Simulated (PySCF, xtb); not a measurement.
## Relative energy of two isomers of BH6N2+

Structure I is `[BH2-]1[NH2+][NH2+]1`, a singlet and structure II is `BN[NH3+]`, a singlet. Both are isolated ions in the gas phase, relaxed with PBE0-D3(BJ)/def2-SVP; the shapes shown needn't be the lowest conformers.

I (Å):

```xyz
9

B     0.1937   -1.6612    2.4451
N     1.3517   -0.5765    2.3481
N     0.2787   -0.4648    1.4018
H    -0.5728   -1.4562    3.3382
H     0.4957   -2.7184    1.9779
H     2.2580   -0.7970    1.9249
H     1.4089    0.2064    3.0060
H    -0.2859    0.3827    1.5116
H     0.5634   -0.6206    0.4302
```

II (Å):

```xyz
9

B    -0.5432   -1.5253    1.8090
N     0.6574   -0.8638    1.4899
N     1.4974   -0.3284    2.4859
H    -0.8217   -1.6133    2.9788
H    -1.1923   -1.9477    0.8976
H     1.0239   -0.7123    0.5533
H     1.0629   -0.5205    3.4038
H     1.6130    0.6960    2.4084
H     2.4377   -0.7581    2.4944
```

Energies in hartree; the thermal terms are from PBE0-D3(BJ)/def2-SVP harmonic frequencies (ideal gas, rigid rotor, one conformer each, 298.15 K, 1 atm) and include the zero-point energy:

|  | I | II |
| --- | --- | --- |
| E, CCSD(T)/def2-SVP | −137.190953 | −137.200752 |
| E, MP2/def2-SVP | −137.141963 | −137.150400 |
| E, MP2/def2-TZVPP | −137.399716 | −137.406388 |
| zero-point energy | 0.080410 | 0.079940 |
| H(298 K) − E | 0.085017 | 0.085137 |
| G(298 K) − E | 0.056485 | 0.054752 |

**Question.** Correct the CCSD(T) difference for the basis set by the MP2 change, then work out ΔE, ΔE₀, ΔH and ΔG for I → II in kcal/mol (1 Eh = 627.51 kcal/mol) and the equilibrium ratio [II]/[I].

**Answer.** 1. Differences II − I: CCSD(T) −0.009799, MP2 in the small set −0.008437, MP2 in the large set −0.006672 Eh.
2. ΔE = −0.009799 + (−0.006672 − (−0.008437)) = −0.008034 Eh = −5.04 kcal/mol.
3. ΔE₀ = ΔE + ΔZPE = −0.008034 + (−0.000470) Eh = −5.34 kcal/mol.
4. ΔH = ΔE + (+0.000120) Eh = −4.97 kcal/mol.
5. ΔG = ΔE + (−0.001733) Eh = −6.13 kcal/mol, so ΔS = (ΔH − ΔG)/T = +16.3 J/(mol K).
6. kT = 0.9442 mEh, so K = [II]/[I] = exp(−ΔG/kT) = exp(+10.34) ≈ 3.1 × 10^4.

Structure II is favoured at this temperature. An error of 1 kcal/mol in ΔG would change K by a factor of 5.4. GFN2-xTB gave ΔE the other sign. Mirror images and further conformers aren't counted.

As drawn, I has 1 B–N more. Structure I has a 3-membered ring, II no ring.

Other levels gave ΔE = +4.6 (GFN2-xTB); −4.2 (HF/STO-3G, GFN2-xTB geometries); −7.1 (r2SCAN-D4/def2-SVP, GFN2-xTB geometries); −5.1 (PBE0-D3(BJ)/def2-SVP); −11.0 (HF/def2-SVP); −5.3 (MP2/def2-SVP); −6.1 (CCSD(T)/def2-SVP) kcal/mol. The correlated steps freeze 3 core orbitals. Programs: PySCF 2.14.0, xtb 6.7.1.

The open-chain ion is moderately favoured even though the ring has one more B–N contact. In the ring, hydrazine chelates a BH2+ unit through both lone pairs, giving two σ bonds to a four-coordinate boron but at the cost of three-membered-ring strain. Opening the ring with a proton shift between the nitrogens gives up one of these bonds, but leaves a planar, three-coordinate boron whose empty p orbital accepts the lone pair of the neighbouring NH. This π bonding and the strain relief together outweigh the lost σ bond. The adjacent ammonium group probably weakens the π donation, which would help keep the preference modest.

Electron correlation favours the compact ring: in the same small basis, the gap shrinks from −11.0 kcal/mol with HF to −5.3 with MP2 and −6.1 with CCSD(T). Entropy adds to the preference for the chain, as expected for a floppier skeleton, but the electronic term dominates. The equilibrium ratio says nothing about how fast the ions interconvert, since the barrier to ring opening and proton transfer was not computed.
